## The four-potential as a $(\tfrac12,\tfrac12)$ object: the homogeneity assumption and the gauge term

### Conventions and the result

We use Hartree atomic units with Gaussian electromagnetism: $\hbar=m_e=e=1$ and $c=1/\alpha\approx137.036$. The metric is $(+,-,-,-)$, $x^0=ct$, $A^\mu=(\phi,\mathbf A)$, and $\boldsymbol\beta=\mathbf v/c$. A charge $q$ couples through $q(\phi-\boldsymbol\beta\cdot\mathbf A)$. A gauge transformation is $\mathbf A\to\mathbf A+\nabla\chi$, $\phi\to\phi-\partial_0\chi$.

The generators of rotations and boosts obey

$$[J_i,J_j]=i\epsilon_{ijk}J_k,\qquad [J_i,K_j]=i\epsilon_{ijk}K_k,\qquad [K_i,K_j]=-i\epsilon_{ijk}J_k .$$

The combinations $\mathbf N_\pm=\tfrac12(\mathbf J\pm i\mathbf K)$ commute with each other, and each obeys $[N_i,N_j]=i\epsilon_{ijk}N_k$. A finite-dimensional irreducible representation is then fixed by $\mathbf N_+^2=j(j+1)$ and $\mathbf N_-^2=j'(j'+1)$. Its dimension is $(2j+1)(2j'+1)$, and since $\mathbf J=\mathbf N_++\mathbf N_-$ it contains the spins $|j-j'|,\dots,j+j'$. From $\mathbf N_+^2+\mathbf N_-^2=\tfrac12(\mathbf J^2-\mathbf K^2)$ and $\mathbf N_+^2-\mathbf N_-^2=i\,\mathbf J\cdot\mathbf K$,

$$\mathbf J^2-\mathbf K^2=2[j(j+1)+j'(j'+1)],\qquad \mathbf J\cdot\mathbf K=-i[j(j+1)-j'(j'+1)] .$$

On a contravariant four-vector the only nonzero entries are $(J_i)^k{}_l=-i\epsilon_{ikl}$ and $(K_i)^0{}_i=(K_i)^i{}_0=i$. With this sign $e^{-i\boldsymbol\eta\cdot\mathbf K}$ gives a body at rest a velocity along $+\boldsymbol\eta$. The matrices give $\mathbf J^2=\mathrm{diag}(0,2,2,2)$ and $\mathbf K^2=-\mathrm{diag}(3,1,1,1)$, hence $\mathbf J^2-\mathbf K^2=3$, and $\mathbf J\cdot\mathbf K=0$. These values fix $j=j'=\tfrac12$, with spin 0 for the time component and spin 1 for the space components.

### Where the assumption enters

To attach a label $(j,j')$ to a field one assumes a homogeneous, local transformation law,

$$\Phi'(x)=D(\Lambda)\,\Phi(\Lambda^{-1}x),$$

with $D(\Lambda)$ a constant finite matrix. Each generator then splits into a differential part, which moves the argument, and a matrix part, which mixes components at one point. The two parts commute and satisfy the algebra separately. The assumption is used at the step from the commutators of $\mathbf N_\pm$ to the numbers $j$ and $j'$. In finite dimension the ladder built by $N_x\pm iN_y$ must end at both sides, which forces $2j$ and $2j'$ to be non-negative integers. The commutators alone do not force this.

The four-current satisfies the assumption. It is gauge invariant, and for a Dirac field $\bar\psi\gamma^\mu\psi=(\psi^\dagger\psi,\ \psi^\dagger\boldsymbol\alpha\psi)$ transforms with $D(\Lambda)=\Lambda$. The four-potential is fixed by the fields only up to a gauge transformation, so covariance of the physics demands only

$$A'^\mu(x)=\Lambda^\mu{}_\nu A^\nu(\Lambda^{-1}x)-\partial^\mu\chi(x).$$

One may take $\chi=0$ if the gauge condition is invariant, as the Lorenz condition $\partial_\mu A^\mu=0$ is. Atomic and molecular calculations mostly use the Coulomb gauge $\nabla\cdot\mathbf A=0$, which rotations preserve and boosts do not.

### The first correction to the boost

For an infinitesimal boost $\boldsymbol\beta$, $\Lambda^{-1}x=(x^0-\boldsymbol\beta\cdot\mathbf x,\ \mathbf x-\boldsymbol\beta x^0)$, and the homogeneous law gives

$$\delta\mathbf A=\boldsymbol\beta\phi-\left(\boldsymbol\beta\cdot\mathbf x\,\partial_0+x^0\boldsymbol\beta\cdot\nabla\right)\mathbf A .$$

Take the divergence and set $\nabla\cdot\mathbf A=0$. The last term drops. In the middle term only the derivative of the factor $\boldsymbol\beta\cdot\mathbf x$ survives. So

$$\nabla\cdot\delta\mathbf A=\boldsymbol\beta\cdot(\nabla\phi-\partial_0\mathbf A),$$

and the Coulomb gauge is restored by a gauge function with

$$\nabla^2\chi=-\boldsymbol\beta\cdot(\nabla\phi-\partial_0\mathbf A).$$

This $\chi$ is the correction. It is of first order in $\boldsymbol\beta$, so it changes the generator $\mathbf K$ itself, and it is nonlocal in space, since it requires the inverse Laplacian.

The algebra survives. Let $\Pi$ be the linear map that carries any potential to the Coulomb-gauge potential of the same fields. It annihilates pure gauges, and a Lorentz transformation maps pure gauges into pure gauges, so $\Pi K_i\Pi=\Pi K_i$ for the full generators. The corrected boosts $\Pi K_i$ therefore obey $[\Pi K_i,\Pi K_j]=\Pi[K_i,K_j]=-i\epsilon_{ijk}\Pi J_k$, and $\Pi J_k=J_k$ on Coulomb-gauge potentials. What is lost is the separate $4\times4$ matrix part, and with it the label $(\tfrac12,\tfrac12)$.

For a point charge at rest, $\phi=q/r$ and $\mathbf A=0$. The homogeneous boost gives $\mathbf A_L=q\boldsymbol\beta/r$. Because $\nabla^2r=2/r$, the solution whose gradient vanishes at infinity is $\chi=-\tfrac q2\,\boldsymbol\beta\cdot\nabla r=-\tfrac q2\,\boldsymbol\beta\cdot\mathbf n$ with $\mathbf n=\mathbf r/r$. Then

$$\nabla\chi=-\frac{q}{2r}\left[\boldsymbol\beta-\mathbf n(\mathbf n\cdot\boldsymbol\beta)\right],\qquad \mathbf A_C=\frac{q}{2r}\left[\boldsymbol\beta+\mathbf n(\mathbf n\cdot\boldsymbol\beta)\right].$$

In the vector potential the correction is not small. It vanishes along the direction of motion and removes half of $\mathbf A_L$ perpendicular to it, at any small speed. In the scalar potential it enters at order $\beta^2$. The finite homogeneous boost gives $\phi_L=(q/r)\{1+\tfrac12[\beta^2-(\mathbf n\cdot\boldsymbol\beta)^2]\}$ to that order, with $\mathbf r$ taken from the present position. As $\chi$ moves with the charge, $-\partial_0\chi=\boldsymbol\beta\cdot\nabla\chi$, which cancels the $\beta^2$ term and leaves the instantaneous $\phi_C=q/r$.

### Two electrons: Gaunt, Breit and the gauge term

Replace each $\boldsymbol\beta$ by the Dirac velocity matrix $\boldsymbol\alpha$ and set $q_1q_2=1$, $r=r_{12}$. The coupling to $\mathbf A_L$ gives the Gaunt operator and that to $\mathbf A_C$ the Breit operator:

$$H_G=-\frac{\boldsymbol\alpha_1\cdot\boldsymbol\alpha_2}{r},\qquad H_B=-\frac{\boldsymbol\alpha_1\cdot\boldsymbol\alpha_2+(\boldsymbol\alpha_1\cdot\mathbf n)(\boldsymbol\alpha_2\cdot\mathbf n)}{2r}.$$

Since $\partial_{1i}\partial_{2j}r=-(\delta_{ij}-n_in_j)/r$, their difference is

$$H_{\rm g}=H_B-H_G=-\tfrac12(\boldsymbol\alpha_1\cdot\nabla_1)(\boldsymbol\alpha_2\cdot\nabla_2)\,r,$$

with the gradients acting on $r$ only. Let $\psi_a,\psi_b$ be eigenspinors of one Dirac Hamiltonian with a local potential, and set $\rho_{ab}=\psi_a^\dagger\psi_b$, $\mathbf u_{ab}=\psi_a^\dagger\boldsymbol\alpha\psi_b$, $\omega=E_a-E_b$, $w=\omega/c$. The transition density varies as $e^{i\omega t}$, so continuity reads $\nabla\cdot\mathbf u_{ab}=-iw\rho_{ab}$ and $\nabla\cdot\mathbf u_{ba}=+iw\rho_{ba}$. Two integrations by parts give the exchange element

$$\langle ab|H_{\rm g}|ba\rangle=-\tfrac12w^2\iint\rho_{ab}(1)\,r_{12}\,\rho_{ba}(2).$$

Direct elements have $w=0$ and vanish, and so does the first-order gauge energy of $1s^2$.

The physics cannot depend on $\chi$, because $\int j^\mu\partial_\mu\chi\,d^4x=0$ for a conserved current. To see how this comes about, write the one-photon exchange in momentum space. In the Lorenz gauge the integrand is the invariant contraction of two $(\tfrac12,\tfrac12)$ currents, $4\pi(|\rho|^2-|\mathbf u|^2)/(k^2-w^2)$, whose kernel has the real part $\cos(wr)/r$ in position space. Split $\mathbf u$ into parts along and across $\mathbf k$. Continuity gives $|u_L|^2=w^2|\rho|^2/k^2$, and therefore

$$\frac{|\rho|^2-|u_L|^2-|\mathbf u_T|^2}{k^2-w^2}=\frac{|\rho|^2}{k^2}-\frac{|\mathbf u_T|^2}{k^2-w^2}.$$

The right side is the Coulomb-gauge form, and the equality is exact. The gauges part only when $w$ is dropped from the denominators. On the right this changes the $|\mathbf u_T|^2$ term alone, which is already of order $\alpha^2$, so Coulomb plus Breit is complete at that order. On the left it gives Coulomb plus Gaunt and omits the retardation of the scalar part, $\cos(wr)/r-1/r\simeq-\tfrac12w^2r$, which is the gauge element found above. In momentum space $r\to-8\pi/k^4$, so that element has the integrand $+4\pi w^2|\rho|^2/k^4=+4\pi|u_L|^2/k^2$. It cancels the longitudinal part of the Gaunt term. With a nonlocal one-electron potential, such as Hartree-Fock exchange, the continuity relation fails in this form and the equality need not hold.

### Size: the $1s2s$ singlet-triplet splitting

Take a two-electron ion of nuclear charge $Z$ with a point nucleus of infinite mass, to first order in the electron-electron interaction, with hydrogenic orbitals. Lengths are in units of $1/Z$. At leading order in $Z\alpha$ the transition density is $\rho=\varphi_{1s}\varphi_{2s}=(2-r)e^{-3r/2}/(4\pi\sqrt2)$, with the transform

$$\rho(k)=\frac{4\sqrt2\,k^2}{(k^2+9/4)^3}.$$

The Coulomb exchange integral $\mathcal K$ and the moment $M=\iint\rho\,r_{12}\,\rho$ follow from the kernels $4\pi/k^2$ and $-8\pi/k^4$:

$$\mathcal K=\frac{64Z}{\pi}\int_0^\infty\!\frac{k^4\,dk}{(k^2+9/4)^6}=\frac{16Z}{729},\qquad M=-\frac{128}{\pi Z}\int_0^\infty\!\frac{k^2\,dk}{(k^2+9/4)^6}=-\frac{896}{19683\,Z}.$$

With $|\omega|=3Z^2/8$,

$$\Delta\mathcal K=-\tfrac12\alpha^2\omega^2M=\frac{7}{2187}\,\alpha^2Z^3,\qquad \frac{\Delta\mathcal K}{\mathcal K}=\frac{7}{48}(Z\alpha)^2 .$$

The element involves $\rho$ only and is independent of spin at this order. It raises $2\,^1S_0$ by $\Delta\mathcal K$ and lowers $2\,^3S_1$ by as much, so the splitting $2\mathcal K$ gains $\tfrac{14}{2187}\alpha^2Z^3=0.00640\,\alpha^2Z^3$, which is $0.0748\,Z^3$ cm$^{-1}$.

Other terms of order $\alpha^2Z^3$ enter the splitting and must be set beside it. Eliminating the small component gives

$$\mathbf u_{ab}=\frac{-i}{2c}(\varphi_a\nabla\varphi_b-\varphi_b\nabla\varphi_a)\,\xi_a^\dagger\xi_b+\frac1{2c}\nabla\times(\varphi_a\varphi_b\,\xi_a^\dagger\boldsymbol\sigma\xi_b)$$

for real orbitals $\varphi$ and spin functions $\xi$. For $s$ orbitals the convective part is radial, hence longitudinal, and the spin part is a curl, hence transverse, so no cross term arises. The convective Gaunt exchange is thus $-\tfrac7{2187}\alpha^2Z^3$ and the gauge term removes it entirely. For spherical densities the angular average of $(\mathbf k\times\boldsymbol\sigma_1)\cdot(\mathbf k\times\boldsymbol\sigma_2)$ is $\tfrac23k^2\boldsymbol\sigma_1\cdot\boldsymbol\sigma_2$, and the spin part becomes $-\tfrac{8\pi}3\alpha^2\,\mathbf s_1\cdot\mathbf s_2\,\delta(\mathbf r_{12})$. It vanishes in the triplet, whose spatial function is zero at $r_{12}=0$. In the singlet $\mathbf s_1\cdot\mathbf s_2=-\tfrac34$ and $\langle\delta\rangle=2\int\varphi_{1s}^2\varphi_{2s}^2\,d^3r=2Z^3/(81\pi)$, which gives $\tfrac4{81}\alpha^2Z^3=0.0494\,\alpha^2Z^3$. The gauge term is $\tfrac7{54}=0.13$ of this.

The Coulomb exchange integral itself changes when Dirac orbitals are used. Let $\gamma=\sqrt{1-(Z\alpha)^2}$, $N=\sqrt{2+2\gamma}$, $g=2\gamma+1=N^2-1$ and $s=2r/N$. The large and small radial functions are, up to normalisation,

$$P_{1s},Q_{1s}\propto\pm\sqrt{1\pm\gamma}\;r^\gamma e^{-r},\qquad P_{2s},Q_{2s}\propto\pm\sqrt{1\pm N/2}\;r^\gamma e^{-s/2}\left[N+1\mp1-\frac{s}{N-1}\right],$$

with upper signs for $P$. Only the monopole couples $1s_{1/2}$ to $2s_{1/2}$, so the Coulomb splitting is twice the radial exchange integral. The overlap $P_{1s}P_{2s}+Q_{1s}Q_{2s}$ has the form $r^{2\gamma}e^{-ar}(A-Br)$ with $a=(N+1)/N$. Orthogonality fixes $A=gB/a$, the charge inside $r$ is $Y=(B/a)\,r^ge^{-ar}$, and $\mathcal K_D=Z\int_0^\infty Y^2r^{-2}dr$. Normalisation gives $B^2=2^{2g-1}(N+2)/[N^{g+3}(N-1)\Gamma(g)^2]$, so that

$$\mathcal K_D=\frac{Z\,(N+2)\,N^{g-2}\,\Gamma(2g-1)}{(N-1)(N+1)^{2g+1}\,\Gamma(g)^2}=\frac{16Z}{729}\left[1+\left(\ln\tfrac92-\tfrac{25}{48}\right)(Z\alpha)^2+\dots\right].$$

The coefficient in parentheses is $0.983$, and the splitting gains $0.0432\,\alpha^2Z^3$. The whole $\alpha^2Z^3$ coefficient is $0.0925$ for Coulomb plus Breit and $0.0861$ for Coulomb plus Gaunt. The gauge term is 7 % of the former.

| $Z$ | $(Z\alpha)^2$ | $2\mathcal K$ / cm$^{-1}$ | whole $\alpha^2Z^3$ term / cm$^{-1}$ | $2\Delta\mathcal K$ / cm$^{-1}$ | $\Delta\mathcal K/\mathcal K$ |
|---|---|---|---|---|---|
| 20 | 0.021 | $2\times10^5$ | $9\times10^3$ | $6\times10^2$ | $3\times10^{-3}$ |
| 30 | 0.048 | $3\times10^5$ | $3\times10^4$ | $2\times10^3$ | $7\times10^{-3}$ |

The coefficients above are exact leading terms, but the energies carry one figure only. Screening replaces $Z^3$ roughly by $(Z-\sigma)^3$ with $\sigma$ up to about one, a relative change of up to about $3/Z$, which is 0.15 at $Z=20$ and 0.10 at $Z=30$. For Li$^+$ it is of order unity, and the leading term, 2 cm$^{-1}$, gives the order of magnitude only. Higher relativistic and retardation terms are of relative order $(Z\alpha)^2$, listed in the table. Radiative terms in the splitting start at $\alpha^3Z^3$ times logarithms. A scale estimate multiplies the whole coefficient by $\alpha\ln(1/\alpha)=0.036$ and gives about $0.003\,\alpha^2Z^3$, some half of the gauge term, so a comparison with spectra at the level of $2\Delta\mathcal K$ needs them too.

The departure of the Coulomb-gauge potential from $(\tfrac12,\tfrac12)$ is thus of order unity in $\mathbf A$, and it has no effect on an energy when the conserved current is coupled to the full propagator. It shows in an energy when the Lorenz-gauge vector potential is paired with an instantaneous scalar potential, and in $1s2s$ it is then the fraction $\tfrac7{48}(Z\alpha)^2$ of the exchange splitting.